\textbf{Student.} Here is the exercise: a bilayer graphene strip in the quantum Hall regime, with p-type outer regions at fixed filling modulus $a$ and a top-gated middle at modulus $b$. Four two-terminal plateaus are given, made for the exercise, each with an independent error of $0.03$ k$\Omega$; others may be unresolved.
\begin{center}\begin{tabular}{lcccc}
plateau & A (p-n-p) & B (p-n-p) & C (p-p$'$-p) & D (p-p$'$-p)\\
$R$ (k$\Omega$) & 10.06 & 13.33 & 6.84 & 4.71
\end{tabular}\end{center}
Wanted are $a$, four values of $b$ and a series resistance $R_s$. Six unknowns from four numbers is hopeless.

\textbf{Lecturer.} Five are multiples of 4 while spin and valley stay degenerate. First the model. Measure conductance in $e^2/h$, with $R_K=h/e^2=25.813$ k$\Omega$, source at $V$, drain at 0. In p-n-p the $b$ inner channels circulate, leaving the left interface at $V_1$ and the right at $V_2$. Along each interface $a+b$ channels run together, and full mixing transfers $g=ab/(a+b)$ times the incoming voltage difference. Let a fraction $\eta$ of that pass:
\begin{equation}
I=\eta g(V-V_2)=\eta gV_1=b(V_1-V_2)\;\Rightarrow\;\frac{V}{I}=\frac{2}{\eta}\Big(\frac1a+\frac1b\Big)-\frac1b .
\end{equation}
For equal sign and $b\ge a$, $a$ channels cross and mix fully with the $b-a$ circulating ones on the inner edges, reaching $V_1$ and $V_2$, so $I=aV_1=a(V-V_2)=b(V_1-V_2)$. For $b\le a$, $b$ channels simply pass. With $\eta=1$ and $S=R_s+2R_K/a$,
\begin{equation}
R=\begin{cases}S+R_K/b & \text{opposite sign}\\ S-R_K/b & \text{same sign, } b\ge a\\ R_s+R_K/b & \text{same sign, } b\le a.\end{cases}
\end{equation}

\textbf{Student.} That proves my point. Mixed plateaus see only $S$, so $a$ hides inside $R_s$.

\textbf{Lecturer.} True of A and B. They give
\begin{equation}
\frac1{b_B}-\frac1{b_A}=\frac{3.27}{25.813}=0.1267\pm0.0016 .
\end{equation}
The pair $(4,8)$ gives $0.125$, $(4,12)$ gives $0.167$, and $b_B=8$ would need $b_A$ in the hundreds. Hence
\begin{equation}
S=\tfrac12(R_A+R_B)-\tfrac{3}{16}R_K=6.855\pm0.021\ \text{k}\Omega .
\end{equation}
Now bracket $a$. From $R_s\ge0$ follows $a\ge2R_K/S=7.5$. Same-sign plateaus are lowest at $b=a$, where $R=S-R_K/a$, so D demands $a\le R_K/(S-R_D)=12.0\pm0.2$.

\textbf{Student.} That leaves 8 and 12.

\textbf{Lecturer.} Use C, for which $(S-R_C)/R_K=0.0006\pm0.0014$. On the mixed branch this is $1/b_C$, again a filling of hundreds. So C is a transmission plateau, where the same number equals $2/a-1/b_C$. For $a=12$ this gives $R_s=2.55$ k$\Omega$ and $b_C=6.0$, which is no multiple of 4. For $a=8$ it gives $b_C=4$. Then D has $b_D=12$ on the mixed branch; its transmission branch would need $6.0$.

\textbf{Student.} So uniqueness rests on the degeneracy, not on the data.

\textbf{Lecturer.} On both. Admit $b_C=6$, and $a=12$, $b_D=12$ predicts the same four resistances. The gate capacitance or a four-terminal measurement would then have to decide. Within multiples of 4 the margin is wide. Treat $a$ as continuous at $b_C=4$:
\begin{equation}
a=\frac{2}{0.25+0.0006}=7.98,\qquad \delta a=\frac{a^2}{2}(0.0014)\approx0.04\text{--}0.05 ,
\end{equation}
against a step of 4. The integers absorb no noise; it goes into $R_s$. Subtracting $R_K(3/8,\,1/2,\,1/4,\,1/6)$ leaves $0.38$, $0.42$, $0.39$ and $0.41$ k$\Omega$, with mean $R_s=0.400\pm0.015$ k$\Omega$. An offset common to all plateaus moves $R_s$ alone.

\textbf{Student.} Real interfaces needn't mix fully.

\textbf{Lecturer.} That is the dangerous neglect. A one per cent deficit in $\eta$ raises B by $0.2$ k$\Omega$, several error bars. With our integers $R_s$ cancels in
\begin{equation}
\frac{R_B-R_C}{R_K}=\frac{3}{4\eta}-\frac12=0.2514,\qquad \eta=0.998\pm0.002 .
\end{equation}
This test is conditional on the labels: since $R_B-R_A$ scales with $2/\eta-1$, the pair $(8,16)$ at $\eta=2/3$ also gives $0.125$. Under full mixing the model's answer is $a=8$, $b=8,4,4,12$, junction conductances $8/3$, $2$, $4$, $6$ in $e^2/h$, and $R_s\approx0.40$ k$\Omega$, within the range of a few hundred ohms to a kilohm typical of graphene contacts.